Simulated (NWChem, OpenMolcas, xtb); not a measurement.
## A ladder of methods for AlSiH5 (AlH2(SiH3))

AlSiH5 has 7 atoms, charge 0, and is taken as a singlet. As SMILES, `[H][Al]([H])[SiH3]`. Geometry: a GFN2-xTB relaxation, a rough one for these elements and not checked as a minimum.

Quantity: the dipole moment, in D. The values are calculated.

```csv
level,kind,program,value (D),CPU time
GFN2-xTB,semi-empirical,xtb,0.91,under 2 s
GFN0-xTB,semi-empirical,xtb,0.80,under 2 s
GFN1-xTB,semi-empirical,xtb,0.19,under 2 s
HF/STO-3G,Hartree–Fock,OpenMolcas,0.61,1.4 s
HF/3-21G,Hartree–Fock,OpenMolcas,0.38,1.5 s
HF/def2-SVP,Hartree–Fock,OpenMolcas,0.16,2.4 s
SVWN-RPA/STO-6G,LDA,NWChem,0.44,5.9 s
rSCAN/3-21G,meta-GGA,NWChem,0.14,2 s
B3LYP/STO-3G,global hybrid,OpenMolcas,0.52,6.4 s
B3LYP/6-31G* (spherical functions),global hybrid,OpenMolcas,0.09,11 s
```

The values span 0.09 to 0.91 D. Magnitudes only: a small dipole may point the other way at some levels. Sets without polarisation functions give poor dipoles. CPU times are rough (shared hosts, several kinds of processor): they show what a rung costs within a factor of a few.

The dipole of this molecule is probably small: the two levels with polarisation functions give 0.16 D (HF/def2-SVP) and 0.09 D (B3LYP/6-31G*). Hydrogen is more electronegative than either aluminium or silicon, so the AlH2 and SiH3 ends carry hydridic hydrogens whose bond moments largely oppose each other along the Al–Si axis. What remains also includes the polarity of the Al–Si bond itself, and modest errors in charge distribution can change this residue greatly.

That sensitivity may be why the magnitude changes so much as the Hartree–Fock basis grows, falling from 0.61 to 0.38 to 0.16 D, with a similar drop within B3LYP. More flexible functions let the density around both heavy atoms adjust. Basis is not the only influence, however, since rSCAN and Hartree–Fock differ clearly in the same 3-21G set. The GFN models scatter almost as widely as the whole table, so the 0.19 D from GFN1-xTB may owe its closeness to the polarised results to error cancellation. Without a larger polarised set including diffuse functions, basis convergence remains unestablished.
